**Notebook page: europium, one peak and two shifted bands**

The broad conduction band of a metal such as this one offers roughly one state per eV and atom near the Fermi level. An open 4f shell packs several states into a few tenths of an eV. Both kinds of state share one energy axis here, and most of the questions below turn on telling them apart.

Ferromagnetic bcc Eu, one atom per cell, at its computed zero-pressure volume of 37.97 angstrom^3, with Ansatz 0.2.0 (plane-wave PAW, PBEsol, scalar-relativistic, spin-polarised). Cutoff 420 eV, 14 × 14 × 14 k points, Gaussian smearing 0.05 eV for the occupations. Densities of states are from the tetrahedron method, averaged over 0.3 eV.

```
energy from the Fermi level (eV)  total (states/(eV cell))  d (states/(eV cell))  f (states/(eV cell))  spin up (states/(eV cell))  spin down (states/(eV cell))
                            -4.7                      0.00                  0.00                  0.00                        0.00                          0.00
                            -4.4                      0.02                  0.00                  0.00                        0.02                          0.00
                            -4.1                      0.04                  0.00                  0.00                        0.04                          0.00
                            -3.8                      0.06                  0.00                  0.00                        0.06                          0.00
                            -3.5                      0.11                  0.01                  0.00                        0.08                          0.03
                            -3.2                      0.15                  0.02                  0.00                        0.10                          0.05
                            -2.9                      0.19                  0.03                  0.00                        0.13                          0.07
                            -2.6                      0.24                  0.05                  0.00                        0.16                          0.08
                            -2.3                      0.31                  0.09                  0.00                        0.20                          0.10
                            -2.0                      0.43                  0.18                  0.00                        0.30                          0.13
                            -1.7                      0.65                  0.37                  0.01                        0.49                          0.16
                            -1.4                      0.72                  0.44                  0.03                        0.51                          0.22
                            -1.1                      1.24                  0.87                  0.12                        0.88                          0.36
                            -0.8                      1.53                  0.80                  0.55                        1.07                          0.46
                            -0.5                     20.75                  0.86                 19.69                       20.25                          0.50
                            -0.2                      3.39                  0.92                  2.33                        2.65                          0.74
                             0.1                      1.35                  1.09                  0.19                        0.84                          0.51
                             0.4                      1.80                  1.54                  0.16                        1.47                          0.33
                             0.7                      1.70                  1.40                  0.11                        1.36                          0.34
                             1.0                      2.30                  1.93                  0.10                        1.12                          1.17
                             1.3                      2.14                  1.87                  0.08                        0.63                          1.51
                             1.6                      1.81                  1.47                  0.09                        0.48                          1.33
                             1.9                      0.97                  0.82                  0.06                        0.23                          0.75
                             2.2                      0.70                  0.62                  0.06                        0.19                          0.51
```

Energies count from the Fermi level, up to which the states are filled. The columns "d" and "f" give the part of the total with that orbital character. "Spin up" and "spin down" divide the same total by spin.

**1. Which electrons lie below the Fermi level?**

A density of states becomes a number of electrons when it is multiplied by an energy width. Adding the total over the rows with negative energy and multiplying by the row width of 0.3 eV gives 8.95 electrons. The last of these rows ends 0.05 eV short of the Fermi level, where the density before averaging is 1.00 states/eV. That strip adds 0.05 electrons and brings the count to nine. Eight more, from the 5s and 5p shells, lie deeper than the table reaches.

Of the nine in the table, 6.8 have f character, 1.4 have d character, and the remaining 0.7 are mainly s and p. This is divalent europium: a half-filled 4f shell of seven electrons and two electrons for bonding and conduction. In the free atom those two are 6s electrons. In the solid, d orbitals of neighbouring atoms overlap and form a band that reaches below the Fermi level, so much of the conduction charge takes on d character.

**2. Which spin do the f electrons have?**

The f column isn't divided by spin, but the table settles the matter. In the row at -0.5 eV the f density is 19.69 states/eV, while all spin-down states together reach only 0.50. At least 19.19 of the f density must therefore be spin-up.

The reason is Hund's rule. Electrons of equal spin avoid each other, which lowers their mutual repulsion as long as the orbitals keep their shape, and seven f orbitals can take seven electrons of equal spin. The shell is then exactly half full and carries a moment of about 7 Bohr magnetons.

**3. Is the height of the f peak a property of europium?**

Only its area is. The values are averages over 0.3 eV, so seven electrons that fell entirely within one row would give a height of 7/0.3, or about 23 states/eV. The computed peak comes close to this ceiling because 87% of the occupied f weight falls in one row. Averaging that row with the next one up would nearly halve the height, to 12 states/eV, with no change in the metal.

The same averaging sets a trap close to the Fermi level. The total of 3.39 states/eV at -0.2 eV still contains the upper flank of the f peak. Electronic heat capacity depends on the density at the Fermi level itself, which is 1.00 in this calculation. Taking the nearby row instead would overstate it more than threefold.

**4. Why do the two spins have different conduction bands?**

A conduction electron passing through a europium atom meets seven f electrons of one spin. If its own spin is parallel to theirs, exchange lowers its energy; if it is opposite, that gain is absent. The spin-up band should therefore lie lower than the spin-down band, with much the same shape.

The table shows such a displacement. Above the Fermi level, the spin-up density is highest at 0.4 eV and the spin-down density at 1.3 eV. Near the bottom of the band, the spin-up density reaches 0.10 states/eV at -3.2 eV and the spin-down density does so at -2.3 eV. Both comparisons give 0.9 eV.

The simplest model uses this one shift for the whole band:

$$
\rho_\downarrow(E)=\rho_{\uparrow,c}(E-\Delta).
$$

Here $E$ is the energy, $\rho_\downarrow$ the spin-down density and $\rho_{\uparrow,c}$ the spin-up density after the f column has been subtracted. The shift $\Delta$ was tried in steps of whole rows, on the spin-down values from -3.8 to 0.1 eV. With 0.9 eV the typical misfit is 0.02 states/eV, where the densities run up to 0.74. One row less or more makes it at least five times larger.

Higher up the model is much poorer. From 0.4 to 2.2 eV, shifts of 0.6 and 0.9 eV both miss by 0.2 to 0.25 states/eV. The maxima are alike in height only while the f part is kept in the spin-up density (1.47 against 1.51); without it the spin-up maximum is 1.31. Two possible reasons, neither of them tested here, are that exchange acts with unequal strength on different d states, and that mixing with the filled f level distorts the spin-up band around and above it. The value of 0.9 eV thus describes the occupied part of the band best, and the row spacing leaves it uncertain by one or two tenths of an eV.

**5. Why is the moment above 7 Bohr magnetons?**

The spin sums below the Fermi level are 8.08 and 0.87 electrons, and their difference is a moment of 7.21 Bohr magnetons. The f shell alone can supply at most 7, so the conduction electrons must add to it. They do so because both bands fill to the same Fermi level, and the lower-lying spin-up band takes in more electrons.

The shift model turns this into an estimate. Filling the spin-up band to the Fermi level equals filling the spin-down band to an energy higher by $\Delta$. The surplus of spin-up conduction electrons is therefore the number of spin-down states within $\Delta$ above the Fermi level. The next three rows cover 0.9 eV:

$$
m_c \approx 0.3\times(0.51+0.33+0.34)\approx 0.35.
$$

In Bohr magnetons, this conduction moment $m_c$ compares with 0.39 from the sums, once the f electrons are taken out of the spin-up count. The estimate is about a tenth low. Of its three rows, only the first had helped to choose the shift. The moment is small because the spin-down band has few states just above the Fermi level, although the shift itself is large.

Why, then, does the total exceed 7 by only 0.21? By character, it divides into 6.82 from f and 0.39 from the rest, so the f part falls 0.18 short of 7. The f orbitals mix with the conduction orbitals: some f character moves into empty states, and conduction character takes its place in filled ones. This exchange shifts moment from one kind of orbital to the other and leaves the total as it was. Nearly half of the 0.39 can be put down to it, and the other 0.21 to the extra filling of the spin-up band.

The shift model leaves this mixing out. Its estimate supports the sign and the rough size of the conduction moment, but the close match with 0.39 may be partly chance.

**6. Where are the seven empty f states?**

They are the spin-down ones, and they lie above the table. The rows above the Fermi level contain only about a quarter of one f state in all. The filled f states are centred at -0.48 eV and the last row ends at 2.35 eV, so most of the empty ones must be at least 2.8 eV higher than the filled ones.

That is over three times the shift of the conduction band. Exchange is strongest between electrons that occupy the same region of space. Two 4f electrons share a compact shell, whereas a conduction electron spreads over the whole atom and its neighbours and meets that shell only in part.

**7. What would change with gadolinium in place of europium?**

Gadolinium also has seven 4f electrons, but three conduction electrons instead of two. As a rough guide, keep the europium bands and add one electron. The rows at 0.1 and 0.4 eV together hold $0.3\times(1.35+1.80)$, or about 0.9 electrons, so the Fermi level would rise by somewhat more than half an eV.

It would then lie just below the steep rise of the spin-down density, which goes from 0.34 states/eV at 0.7 eV to 1.17 at 1.0 eV. By the rule of question 5, more spin-down states within reach of the shift mean a larger conduction moment. The measured moment of gadolinium metal, roughly 7.6 Bohr magnetons as I recall it, agrees with this direction. The size shouldn't be taken from such an estimate, because gadolinium has another crystal structure and a smaller volume.

**8. Which results would survive a better calculation?**

The total number of electrons and the number of f electrons are the safest. The total of nine is put into the calculation, so recovering it only checks the sums. That about seven of the nine are f electrons of one spin is a result, and it is what divalent europium should have. No search for a lower-lying electronic state was made, however, so the state rests on this agreement with known chemistry.

The position of the f peak is the least safe. Semilocal functionals such as PBEsol place localised 4f levels too close to the Fermi level; photoemission finds them roughly 2 eV below it. A Hubbard correction, which penalises partly filled f orbitals, would push the filled states down and the empty ones up. The total at -0.5 eV would then fall from 20.75 to about 1 state/eV, the part that isn't f, while the area of the peak would stay near seven electrons. Spin-orbit coupling, also left out here, should spread the peak over a few tenths of an eV, enough to lower its height in this table.

The conduction band stands in between. The relaxed volume is about a fifth smaller than the measured one, roughly 48 cubic angstroms per atom. PBEsol was also run on a PAW dataset made for PBE, and how much that adds to the error wasn't tested. Atoms that sit too close have more strongly overlapping d orbitals, which widens the band and favours d occupation, so the 1.4 d electrons are probably too many.

The separation into a spin-up and a spin-down band also depends on the magnetic order. A cell with one atom forces all moments to be parallel, whereas in europium at low temperature they turn from layer to layer in a helix. Each atom still acts on the conduction electrons by exchange, but the favoured spin direction turns with the moments. The shift of 0.9 eV therefore measures that coupling in the ferromagnetic arrangement, and shouldn't be read as a splitting to be found in the real ground state.
